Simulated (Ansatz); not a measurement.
A series in volume scale on B

Results calculated with Ansatz 0.2.0, not measured. Plane-wave DFT, scalar-relativistic PAW made under PBE with cores redone for the functional, no dispersion; the given relaxed cell is scaled uniformly, energy at zero smearing counts from the unscaled cell, pressure at the given Fermi-Dirac smearing is positive in compression.

The cell before it is scaled or strained (space group P6/mmm, No. 191):
```
B
1.0
      2.8523     0.0000     0.0000
     -1.4261     2.4702     0.0000
      0.0000     0.0000     2.8061
B
3
Direct
  0.00000 0.00000 0.00000
  0.33333 0.66667 0.50000
  0.66667 0.33333 0.50000
```

Settings of every row: spin polarised no; functional PBEsol; wave cutoff 420 eV; smearing width 0.1 eV; k mesh 14x14x13.

Atom starting moment: 0 on all atoms.

Limits: all rows lie far from zero pressure; the cell comes from a prototype or a list of computed structures and needn't be the stable phase.

```
row  volume scale  V (Å³/atom)  energy change per atom (meV)  pressure (GPa)
  1          0.88          5.8                             ?               ?
  2          0.92        6.063                         35.26           22.95
  3          0.96        6.327                          8.22           10.41
  4          1.04        6.854                          7.38            -8.6
  5          1.08        7.118                         27.68          -15.74
  6          1.12        7.381                         58.68          -21.65
```

Question: what energy change per atom and pressure should row 1 give?

Worked fit of energy change per atom. Take u = (V_r/V)^(2/3) − 1 with V_r = 6.854 Å³ an atom, which is twice the finite (Eulerian) strain; such expansions in the strain, on which the Birch-Murnaghan equation of state is built, carry the rest volume and the bulk modulus. The shown rows have u = 0.08519, 0.05479, 0, -0.02488, -0.04818. Least squares give energy change per atom = 7.436 − 559.649 × u + 10416.43 × u² meV; a straight line predicts inner rows, each left out in turn, worse (root mean square 20 against 0.23 meV). The rows lie off it by -0.10, 0.18, -0.06, -0.13, 0.10 (root mean square 0.12 meV). The withheld row has u = 0.11775, so the fit gives 7.436 − 559.649 × (0.11775) + 10416.43 × (0.11775)² = 85.96 meV.

The calculation gave 85.02 meV. The fit lies 0.94 meV (1.1 % of the value, 1.2 % of the column's range) above it; its largest miss of a shown row is 0.18 meV. This row lies beyond the range of the fit.

Worked fit of pressure. Take u = (V_r/V)^(2/3) − 1 with V_r = 6.854 Å³ an atom, which is twice the finite (Eulerian) strain; such expansions in the strain, on which the Birch-Murnaghan equation of state is built, carry the rest volume and the bulk modulus. The shown rows have u = 0.08519, 0.05479, 0, -0.02488, -0.04818. Least squares give pressure = −8.603 + 306.482 × u + 748.25 × u² GPa; a straight line predicts inner rows, each left out in turn, worse (root mean square 1.5 against 0.035 GPa). The rows lie off it by 0.01, -0.03, 0.00, 0.03, -0.02. The pressure vanishes at u = 0.0264, or V = 6.592 Å³ an atom, and there the bulk modulus at fixed shape and fractions is B = −V dP/dV = (2/3)(1 + u) dP/du = 237 GPa. Letting shape and atoms relax would as a rule lower it, by much in layered, chain or molecular crystals. The withheld row has u = 0.11775, so the fit gives −8.603 + 306.482 × (0.11775) + 748.25 × (0.11775)² = 37.86 GPa.

The calculation gave 38.11 GPa. The fit lies 0.25 GPa (0.42 % of the column's range) below it; its largest miss of a shown row is 0.03 GPa. This row lies beyond the range of the fit.
